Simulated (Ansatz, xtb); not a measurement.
## Relative energy of two isomers of C3H5ClOSi

Structure X: `Cl[C@@H]1C=CO[SiH2]1`, a singlet. Structure Y: `O[Si@@H]1CC=C1Cl`, a singlet. Both are isolated molecules in the gas phase, relaxed with PBE-D3(BJ)/def2-SVP; the shapes shown needn't be the lowest conformers.

X (Å):

| atom | x (Å) | y (Å) | z (Å) |
| --- | --- | --- | --- |
| C | 0.5105 | 1.0341 | -1.1087 |
| C | 1.0603 | 0.0647 | -0.1093 |
| C | 0.2290 | -0.2417 | 0.9210 |
| Cl | 0.1504 | 0.2257 | -2.7357 |
| O | -0.9974 | 0.3508 | 1.0205 |
| Si | -1.1151 | 1.5413 | -0.2338 |
| H | 1.2001 | 1.8634 | -1.3565 |
| H | 2.0487 | -0.4020 | -0.2264 |
| H | 0.4539 | -0.9533 | 1.7321 |
| H | -2.3765 | 1.3425 | -1.0094 |
| H | -1.0639 | 2.9049 | 0.3935 |

Y (Å):

| atom | x (Å) | y (Å) | z (Å) |
| --- | --- | --- | --- |
| C | -0.2618 | -0.4200 | 0.2121 |
| C | -0.8253 | 0.8595 | 0.8170 |
| C | -0.2397 | 1.9067 | 0.1678 |
| Cl | -0.5122 | 3.5932 | 0.4206 |
| O | 0.9492 | 0.7234 | -2.4622 |
| Si | 0.8963 | 0.7462 | -0.7853 |
| H | 0.0876 | 0.7956 | -2.9089 |
| H | 2.3404 | 0.7538 | -0.3901 |
| H | 0.2053 | -1.1139 | 0.9436 |
| H | -1.0016 | -0.9965 | -0.3840 |
| H | -1.5513 | 0.9164 | 1.6501 |

Problem. Estimate E(Y) − E(X) at the level CCSD(T)/def2-SVP + ΔMP2/def2-TZVPP.

Solution. Not settled: CCSD(T)/def2-SVP + ΔMP2/def2-TZVPP gives E(Y) − E(X) = −4.9 kcal/mol, but this leans on the basis-set step: CCSD(T) alone gives −0.9 kcal/mol.

How the difference moves with the method:

```json
{"level": "GFN2-xTB", "geometry": "GFN2-xTB", "E(Y) − E(X) (kcal/mol)": "+20.3", "departure from the last row (kcal/mol)": "+25.1", "job, with rough time for the two": "optimisation, 0.38 s"}
{"level": "HF/STO-3G", "geometry": "GFN2-xTB", "E(Y) − E(X) (kcal/mol)": "+26.2", "departure from the last row (kcal/mol)": "+31.1", "job, with rough time for the two": "single point, 0.75 s"}
{"level": "r2SCAN-D4/def2-SVP", "geometry": "GFN2-xTB", "E(Y) − E(X) (kcal/mol)": "−0.4", "departure from the last row (kcal/mol)": "+4.5", "job, with rough time for the two": "single point, 4.1 s"}
{"level": "PBE-D3(BJ)/def2-SVP", "geometry": "PBE-D3(BJ)/def2-SVP", "E(Y) − E(X) (kcal/mol)": "−0.2", "departure from the last row (kcal/mol)": "+4.7", "job, with rough time for the two": "optimisation, 37 s"}
{"level": "HF/def2-SVP", "geometry": "PBE-D3(BJ)/def2-SVP", "E(Y) − E(X) (kcal/mol)": "+0.9", "departure from the last row (kcal/mol)": "+5.7", "job, with rough time for the two": "part of the CCSD(T) run"}
{"level": "MP2/def2-SVP", "geometry": "PBE-D3(BJ)/def2-SVP", "E(Y) − E(X) (kcal/mol)": "−3.3", "departure from the last row (kcal/mol)": "+1.6", "job, with rough time for the two": "part of the CCSD(T) run"}
{"level": "CCSD(T)/def2-SVP", "geometry": "PBE-D3(BJ)/def2-SVP", "E(Y) − E(X) (kcal/mol)": "−0.9", "departure from the last row (kcal/mol)": "+4.0", "job, with rough time for the two": "single point"}
{"level": "CCSD(T)/def2-SVP + ΔMP2/def2-TZVPP", "geometry": "PBE-D3(BJ)/def2-SVP", "E(Y) − E(X) (kcal/mol)": "−4.9", "departure from the last row (kcal/mol)": "", "job, with rough time for the two": "single point, 43 s"}
```

As drawn, Y has 1 C–Si, 1 O–H in place of 1 C–O, 1 Si–H. Structure X has a 5-membered ring, Y a 4-membered ring.

GFN2-xTB, HF/STO-3G, HF/def2-SVP put the two in the other order. r2SCAN-D4/def2-SVP, PBE-D3(BJ)/def2-SVP find them nearly level. The largest departure from CCSD(T)/def2-SVP + ΔMP2/def2-TZVPP is that of HF/STO-3G, 31.1 kcal/mol. The last row adds to CCSD(T) the change of the MP2 difference between the two basis sets, here −4.0 kcal/mol, a large step that makes the value less sure.

With thermal terms from frequencies at re-optimised GFN2-xTB minima (ideal gas, soft modes damped towards free rotors, one conformer each, 298.15 K, 1 atm): on the last row, ΔE + ΔZPE = −4.5, ΔH = −4.0, ΔG = −5.0 kcal/mol.

The correlated steps freeze 14 core orbitals. Codes used: Ansatz 0.2.0, xtb 6.7.1; the last row on 2 threads of Intel(R) Xeon(R) Processor @ 2.70GHz on a shared host.

The two isomers lie close in energy because large bonding terms probably cancel. Both keep an Si–O bond, but Y exchanges a C–O and an Si–H bond for a C–Si and a strong O–H bond, and moves chlorine from an allylic to a vinylic carbon, where the C–Cl bond is generally stronger. Against this stand the angle strain of the unsaturated four-membered ring and the loss of the enol-ether conjugation between oxygen and the C=C bond in X.

The strong preference for X at HF/STO-3G is mostly not a matter of missing correlation, since HF/def2-SVP already brings the difference down to +0.9 kcal/mol. This suggests that a minimal basis, lacking polarisation functions, misjudges the balance between strained ring and polar bonds. Correlation then tips the balance modestly towards Y, with MP2 overshooting CCSD(T) in the same basis. The calculation thus supports a tentative lean towards Y, but a thermodynamic lean says nothing about the barrier to interconversion.
